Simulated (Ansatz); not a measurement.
# Ga: pressure and energy change per atom as volume scale varies

Results calculated with Ansatz 0.2.0, not measured. Plane-wave DFT, scalar-relativistic PAW made under PBE with cores redone for the functional, no dispersion; the given relaxed cell is scaled uniformly, energy at zero smearing counts from the unscaled cell, pressure at the given Fermi-Dirac smearing is positive in compression.

The cell before it is scaled or strained (space group Cmce, No. 64):
```
Ga
1.0
      2.3355    -3.9091     0.0000
      2.3355     3.9091     0.0000
      0.0000     0.0000     4.5856
Ga
4
Direct
  0.84394 0.15606 0.08268
  0.65606 0.34394 0.58268
  0.15606 0.84394 0.91732
  0.34394 0.65606 0.41732
```

Settings of every row: spin polarised no; functional revPBE; wave cutoff 420 eV; smearing width 0.1 eV; k mesh 10x10x9.

Atom starting moment: 0 on all atoms.

Limits: bonds stretch with the cell, so the curve is stiffer than the relaxed crystal.

```
row  volume scale  V (Å³/atom)  pressure (GPa)  energy change per atom (meV)
  1          0.88       18.421            7.88                         53.17
  2          0.92       19.258            4.56                         21.18
  3          0.96       20.095               ?                             ?
  4          1.04        21.77            -1.6                           4.7
  5          1.08       22.607            -2.8                          16.6
  6          1.12       23.444           -3.73                         34.07
```

Question: what pressure and energy change per atom should row 3 give?

Worked fit of pressure. Take u = (V_r/V)^(2/3) − 1 with V_r = 21.77 Å³ an atom, which is twice the finite (Eulerian) strain; such expansions in the strain, on which the Birch-Murnaghan equation of state is built, carry the rest volume and the bulk modulus. The shown rows have u = 0.1178, 0.08517, 0, -0.02484, -0.04819. Least squares give pressure = −1.621 + 54.017 × u + 224.14 × u² GPa; a straight line predicts inner rows, each left out in turn, worse (root mean square 0.64 against 0.063 GPa). The rows lie off it by 0.03, -0.05, 0.02, 0.02, -0.03 (root mean square 0.032 GPa). The withheld row has u = 0.05482, so the fit gives −1.621 + 54.017 × (0.05482) + 224.14 × (0.05482)² = 2.01 GPa.

The calculation gave 1.97 GPa. The fit lies 0.04 GPa (2 % of the value, 0.34 % of the column's range) above it; its largest miss of a shown row is 0.05 GPa.

Worked fit of energy change per atom. Take u = (V_r/V)^(2/3) − 1 with V_r = 21.77 Å³ an atom, which is twice the finite (Eulerian) strain; such expansions in the strain, on which the Birch-Murnaghan equation of state is built, carry the rest volume and the bulk modulus. The shown rows have u = 0.1178, 0.08517, 0, -0.02484, -0.04819. Least squares give energy change per atom = 4.318 − 325.092 × u + 6247.21 × u² meV; a straight line predicts inner rows, each left out in turn, worse (root mean square 18 against 1.1 meV). The rows lie off it by 0.46, -0.77, 0.38, 0.35, -0.42 (root mean square 0.5 meV). The withheld row has u = 0.05482, so the fit gives 4.318 − 325.092 × (0.05482) + 6247.21 × (0.05482)² = 5.27 meV.

The calculation gave 4.6 meV. The fit lies 0.67 meV (15 % of the value, 1.4 % of the column's range) above it; its largest miss of a shown row is 0.77 meV.
